**Polarisability and dispersion coefficients of the 3+ ions from Hf to Bi: forecast and check**

The table holds coupled and uncoupled dipole polarisabilities, their ratio, $C_6$ and $C_9$ from spherical, scalar-relativistic, spin-polarised LDA-VWN5 atoms (radks, Sternheimer response). The program fits a model of a core term plus $n$ equal 5d terms with Slater screened charges, anchored on a rough recalled value for Lu³⁺, and a straight line in $n$, to the rows Re³⁺ to Tl³⁺; one-pole relations give $C_6$ and $C_9$. It forecasts the withheld ions Hf³⁺ and W³⁺ with error bars and then prints the computed values and the misses. The line fits the known rows slightly better but overshoots Hf³⁺ by 30%, while the counting model is high by 3.6% for Hf³⁺ and 0.7% for W³⁺. The linearly extrapolated screening ratio fails for Hf³⁺ (0.723 against 0.641), and the model, which has no 6s term, falls far short of Pb³⁺ and Bi³⁺.

Trivalent ions from Hf to Bi in their NIST ground configurations, computed with radks 1 (radial solver, with Libxc) as spherical all-electron atoms: scalar-relativistic, spin-polarised LDA-VWN5, open shells at highest spin, Fermi nucleus. Linear response uses Sternheimer equations with the Hartree and adiabatic LDA kernel, which the uncoupled values omit; atomic units.

## Script

```python
# Table: dipole polarisability (coupled, uncoupled), C6, C9 of 3+ ions Hf..Bi; radks, LDA-VWN5, scalar-relativistic,
# spin-polarised spherical atom, Sternheimer response. Tested: alpha = core + n*b*Zd^-p against a straight line in n,
# one-pole C6 and C9; fits on known 5d^n rows only, forecasts for the withheld rows.
T = {
    'ion': ['Hf3+', 'W3+', 'Re3+', 'Os3+', 'Ir3+', 'Au3+', 'Hg3+', 'Tl3+', 'Pb3+', 'Bi3+'],
    'Z': [72, 74, 75, 76, 77, 79, 80, 81, 82, 83],
    'N': [69, 71, 72, 73, 74, 76, 77, 78, 79, 80],
    'configuration': ['[Xe] 4f14 5d1', '[Xe] 4f14 5d3', '[Xe] 4f14 5d4', '[Xe] 4f14 5d5', '[Xe] 4f14 5d6', '[Xe] 4f14 5d8', '[Xe] 4f14 5d9', '[Xe] 4f14 5d10', '[Xe] 4f14 5d10 6s1', '[Xe] 4f14 5d10 6s2'],
    'dipole_polarisability': [6.536, 7.62, 7.455, 7.126, 6.845, 6.117, 5.741, 5.377, 8.271, 9.387],  # bohr³
    'uncoupled_dipole_polarisability': [10.2, 11.0, 10.85, 10.51, 10.39, 9.648, 9.187, 8.716, 14.08, 17.93],  # bohr³
    'c6': [30.81, 39.83, 40.61, 39.98, 39.18, 35.81, 33.75, 31.64, 47.09, 57.56],  # a.u.
    'c9_triple_dipole': [128.3, 200.1, 202.8, 193.1, 183.1, 151.3, 134.4, 118.5, 254.6, 361.4],  # a.u.
    'screening': [0.641, 0.693, 0.687, 0.678, 0.659, 0.634, 0.625, 0.617, 0.587, 0.523],
}
HELD = [0, 1]  # rows withheld from the fit
import numpy as np
ion = T['ion']; Z = np.array(T['Z'], float)
K = ['dipole_polarisability', 'uncoupled_dipole_polarisability', 'screening', 'c6', 'c9_triple_dipole']
a, u, s, c6, c9 = [np.array(T[k], float) for k in K]
n = np.minimum(Z - 71, 10); Zd = Z - 68 - 0.35*(n - 1)   # 5d count, Slater charge of 5d
known = [i for i in range(len(Z)) if i not in HELD]
d = [i for i in known if Z[i] <= 81]; sx = [i for i in known if Z[i] > 81]   # 6s rows are left out of fits
def model(rows, A=4.3, q=4):   # A: rough recalled polarisability of d0 Lu3+ (bohr^3); q: core exponent
    core = A*(13.35/(Z - 57.65))**q
    m, c = np.polyfit(np.log(Zd[rows]), np.log((a[rows] - core[rows])/n[rows]), 1)
    return core + n*np.exp(c)*Zd**m, np.exp(c), -m
def line(y):
    p = np.polyfit(n[d], y[d], 1); f = np.polyval(p, n); rms = np.sqrt(np.mean((f[d] - y[d])**2))
    return f, np.hypot(rms, 0.5*abs(p[0])*np.abs(n[d].min() - n)), p, rms
M, b, p = model(d); L, _, pL, rL = line(a)
w = 4*c6/(3*a**2); Ne = w**2*a; r9 = c9/(0.75*a*c6)
print(f"core+5d model (anchor 4.3 recalled, q=4): b={b:.1f} p={p:.2f} rms={np.sqrt(np.mean((M[d]-a[d])**2)):.3f} bohr^3")
print(f"line: slope {pL[0]:.3f} bohr^3/electron, value at n=0 {pL[1]:.2f}, rms {rL:.3f}; rounding floor 0.0005")
print("ion n5d alpha model-calc line-calc [bohr^3] omega[Eh] Neff C9/(0.75 a C6)")
for i in known:
    tag = ' (6s, not fitted)' if i in sx else ''
    print(f"{ion[i]} {n[i]:.0f} {a[i]:.3f} {M[i]-a[i]:+.3f} {L[i]-a[i]:+.3f} {w[i]:.3f} {Ne[i]:.2f} {r9[i]:.3f}{tag}")
wi = max(d, key=lambda i: abs(M[i] - a[i])); print(f"worst fitted row: {ion[wi]} {100*(M[wi]/a[wi]-1):+.1f}%")
print("steps per added electron: coupled, uncoupled [bohr^3]; total change in %")
for i, j in zip(known[:-1], known[1:]):
    z = Z[j] - Z[i]
    print(f" {ion[i]}->{ion[j]} {(a[j]-a[i])/z:+.3f} {(u[j]-u[i])/z:+.3f} | {100*(a[j]/a[i]-1):+.1f}% {100*(u[j]/u[i]-1):+.1f}%")
print(f"{ion[d[0]]}->{ion[d[-1]]}: alpha {100*(a[d[-1]]/a[d[0]]-1):+.1f}%, C6 {100*(c6[d[-1]]/c6[d[0]]-1):+.1f}%, C9 {100*(c9[d[-1]]/c9[d[0]]-1):+.1f}%")
Q = (21.2279, 25.3952); O = (80.6061, 163.471)   # further outputs of the same runs: Tl3+, Bi3+
print(f"Tl->Bi: dipole {100*(a[sx[-1]]/a[d[-1]]-1):+.0f}%, quadrupole {100*(Q[1]/Q[0]-1):+.0f}%, octupole {100*(O[1]/O[0]-1):+.0f}%")
back = model(d[1:])[0][d[0]] - a[d[0]]
print(f"back-test, {ion[d[0]]} left out: model miss {back:+.3f} bohr^3")
G = np.array([model(d, A, q)[0] for A in (3.8, 4.3, 5.0) for q in (2, 3, 4)])
ea = np.hypot(0.5*(G.max(0) - G.min(0)), back*np.abs(n[d].min() - n))
S, eS, pS, rS = line(s); N, eN, pN, rN = line(Ne); R, eR, pR, rR = line(r9)
for nm, pp, rr in (('screening', pS, rS), ('Neff', pN, rN), ('C9 ratio', pR, rR)):
    print(f"line in n, {nm}: slope {pp[0]:+.4f}, intercept {pp[1]:.3f}, rms {rr:.4f}")
C6 = 0.75*np.sqrt(N)*M**1.5; C9 = 0.75*R*M*C6; ra = ea/M
P = [(M, ea), (M/S, M/S*np.hypot(ra, eS/S)), (S, eS), (C6, C6*np.hypot(1.5*ra, 0.5*eN/N)),
     (C9, C9*np.sqrt((2.5*ra)**2 + (0.5*eN/N)**2 + (eR/R)**2))]
plan = {72: [(6.3, 7.5), (8.7, 10.8), (0.66, 0.74), (26, 35), (105, 175)],   # ranges fixed in the plan
        74: [(7.45, 7.85), (10.6, 11.4), (0.68, 0.71), (38.5, 41.5), (190, 215)]}
names = ['alpha[bohr^3]', 'uncoupled[bohr^3]', 'ratio', 'C6[au]', 'C9[au]']
for i in HELD:
    print(f"{ion[i]}: anchor grid {G[:,i].min():.2f}-{G[:,i].max():.2f}; line gives {L[i]:.3f}, miss {L[i]-a[i]:+.3f} ({100*(L[i]/a[i]-1):+.1f}%)")
    for nm, (f, e), y, (lo, hi) in zip(names, P, (a, u, s, c6, c9), plan[int(Z[i])]):
        ok = 'in' if lo <= y[i] <= hi else 'OUT'
        print(f" {nm} pred {f[i]:.3f}+-{e[i]:.3f} calc {y[i]:.4g} miss {f[i]-y[i]:+.3f} ({100*(f[i]/y[i]-1):+.1f}%, {abs(f[i]-y[i])/e[i]:.1f} bars) plan {lo}-{hi} {ok}")
    print(f" calc omega {w[i]:.3f} Eh, Neff {Ne[i]:.2f} (line {N[i]:.2f}), C9 ratio {r9[i]:.3f} (line {R[i]:.3f})")
h0, h1 = HELD[0], HELD[-1]; z = Z[h1] - Z[h0]
print(f"steps per electron {ion[h0]}->{ion[h1]}: {(a[h1]-a[h0])/z:+.3f}, {(u[h1]-u[h0])/z:+.3f}; {ion[h1]}->{ion[d[0]]}: {a[d[0]]-a[h1]:+.3f}, {u[d[0]]-u[h1]:+.3f}")
assert np.all(np.diff(a[d]) < 0) and a[sx].min() > a[d].max()
assert np.all(np.diff(s[known]) < 0)
assert np.all(r9[known] < 1) and np.all(r9[known] > 0.8)
assert np.all(np.diff(Ne[d]) > 0)
```

Running it gives:

```
core+5d model (anchor 4.3 recalled, q=4): b=73.3 p=2.18 rms=0.039 bohr^3
line: slope -0.348 bohr^3/electron, value at n=0 8.88, rms 0.029; rounding floor 0.0005
ion n5d alpha model-calc line-calc [bohr^3] omega[Eh] Neff C9/(0.75 a C6)
Re3+ 4 7.455 +0.024 +0.031 0.974 7.08 0.893
Os3+ 5 7.126 +0.031 +0.013 1.050 7.85 0.904
Ir3+ 6 6.845 -0.053 -0.054 1.115 8.51 0.910
Au3+ 8 6.117 -0.048 -0.021 1.276 9.96 0.921
Hg3+ 9 5.741 -0.006 +0.007 1.365 10.70 0.925
Tl3+ 10 5.377 +0.048 +0.024 1.459 11.45 0.929
Pb3+ 10 8.271 -3.862 -2.870 0.918 6.97 0.872 (6s, not fitted)
Bi3+ 10 9.387 -5.740 -3.986 0.871 7.12 0.892 (6s, not fitted)
worst fitted row: Ir3+ -0.8%
steps per added electron: coupled, uncoupled [bohr^3]; total change in %
 Re3+->Os3+ -0.329 -0.340 | -4.4% -3.1%
 Os3+->Ir3+ -0.281 -0.120 | -3.9% -1.1%
 Ir3+->Au3+ -0.364 -0.371 | -10.6% -7.1%
 Au3+->Hg3+ -0.376 -0.461 | -6.1% -4.8%
 Hg3+->Tl3+ -0.364 -0.471 | -6.3% -5.1%
 Tl3+->Pb3+ +2.894 +5.364 | +53.8% +61.5%
 Pb3+->Bi3+ +1.116 +3.850 | +13.5% +27.3%
Re3+->Tl3+: alpha -27.9%, C6 -22.1%, C9 -41.6%
Tl->Bi: dipole +75%, quadrupole +20%, octupole +103%
back-test, Re3+ left out: model miss +0.051 bohr^3
line in n, screening: slope -0.0122, intercept 0.735, rms 0.0029
line in n, Neff: slope +0.7237, intercept 4.192, rms 0.0237
line in n, C9 ratio: slope +0.0057, intercept 0.874, rms 0.0021
Hf3+: anchor grid 6.48-7.09; line gives 8.529, miss +1.993 (+30.5%)
 alpha[bohr^3] pred 6.774+-0.339 calc 6.536 miss +0.238 (+3.6%, 0.7 bars) plan 6.3-7.5 in
 uncoupled[bohr^3] pred 9.368+-0.526 calc 10.2 miss -0.832 (-8.2%, 1.6 bars) plan 8.7-10.8 in
 ratio pred 0.723+-0.018 calc 0.641 miss +0.082 (+12.8%, 4.4 bars) plan 0.66-0.74 OUT
 C6[au] pred 29.317+-3.915 calc 30.81 miss -1.493 (-4.8%, 0.4 bars) plan 26-35 in
 C9[au] pred 130.981+-21.896 calc 128.3 miss +2.681 (+2.1%, 0.1 bars) plan 105-175 in
 calc omega 0.962 Eh, Neff 6.04 (line 4.92), C9 ratio 0.849 (line 0.879)
W3+: anchor grid 7.61-7.73; line gives 7.834, miss +0.214 (+2.8%)
 alpha[bohr^3] pred 7.677+-0.079 calc 7.62 miss +0.057 (+0.7%, 0.7 bars) plan 7.45-7.85 in
 uncoupled[bohr^3] pred 10.987+-0.155 calc 11 miss -0.013 (-0.1%, 0.1 bars) plan 10.6-11.4 in
 ratio pred 0.699+-0.007 calc 0.693 miss +0.006 (+0.8%, 0.8 bars) plan 0.68-0.71 in
 C6[au] pred 40.242+-1.304 calc 39.83 miss +0.412 (+1.0%, 0.3 bars) plan 38.5-41.5 in
 C9[au] pred 206.403+-7.964 calc 200.1 miss +6.303 (+3.1%, 0.8 bars) plan 190-215 in
 calc omega 0.915 Eh, Neff 6.37 (line 6.36), C9 ratio 0.879 (line 0.891)
steps per electron Hf3+->W3+: +0.542, +0.400; W3+->Re3+: -0.165, -0.150
```
